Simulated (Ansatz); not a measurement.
# A series in volume scale on SnTe

Results calculated with Ansatz 0.2.0, not measured. Free energy against uniform scaling of the volume at fixed shape and fractions; periodic cell, basis, potentials, k mesh and filling as listed.

The cell before it is scaled or strained (space group F-43m, No. 216):
```
CELL_PARAMETERS angstrom
0.00000 3.61110 3.61110
3.61110 0.00000 3.61110
3.61110 3.61110 0.00000
ATOMIC_POSITIONS crystal
Sn 0.00000 0.00000 0.00000
Te 0.75000 0.75000 0.75000
```

Settings of every row: functional LDA; dispersion none; potentials PAW; wave cutoff 435.38 eV; density cutoff 1741.5 eV; k mesh 6x6x6; k shift 0x0x0; occupations fixed; smearing width 0 eV; spin none.

Limits: coarse k mesh, up to 40 meV an atom off; minimum outside the range; no spin-orbit coupling, which can matter with elements this heavy; the cell comes from a prototype or a list of computed structures and needn't be the stable phase.

```
row  volume scale  V (Å³/atom)  energy above lowest point (meV/atom)
  1          0.94       44.264                                     0
  2          0.96       45.205                                   5.8
  3          0.98       46.147                                  14.7
  4             1       47.089                                  26.2
  5          1.02       48.031                                     ?
  6          1.04       48.972                                  56.2
  7          1.06       49.914                                  74.3
```

Question: what energy above lowest point should row 5 give?

Worked fit of energy above lowest point. Take u = (V_r/V)^(2/3) − 1 with V_r = 46.618 Å³ an atom, which is twice the finite (Eulerian) strain; such expansions in the strain, on which the Birch-Murnaghan equation of state is built, carry the rest volume and the bulk modulus. The shown rows have u = 0.03515, 0.02073, 0.00679, -0.00668, -0.03231, -0.04452. Least squares give energy above lowest point = 20.11 − 856.6 × u + 8088 × u² meV/atom; a straight line predicts inner rows, each left out in turn, worse (root mean square 5 against 0.042 meV/atom). All shown rows lie on it to the printed digit. The withheld row has u = -0.01971, so the fit gives 20.11 − 856.6 × (-0.01971) + 8088 × (-0.01971)² = 40.1 meV/atom.

The calculation gave 40.2 meV/atom. The fit lies 0.1 meV/atom (0.13 % of the column's range) below it, one unit of the last digit.
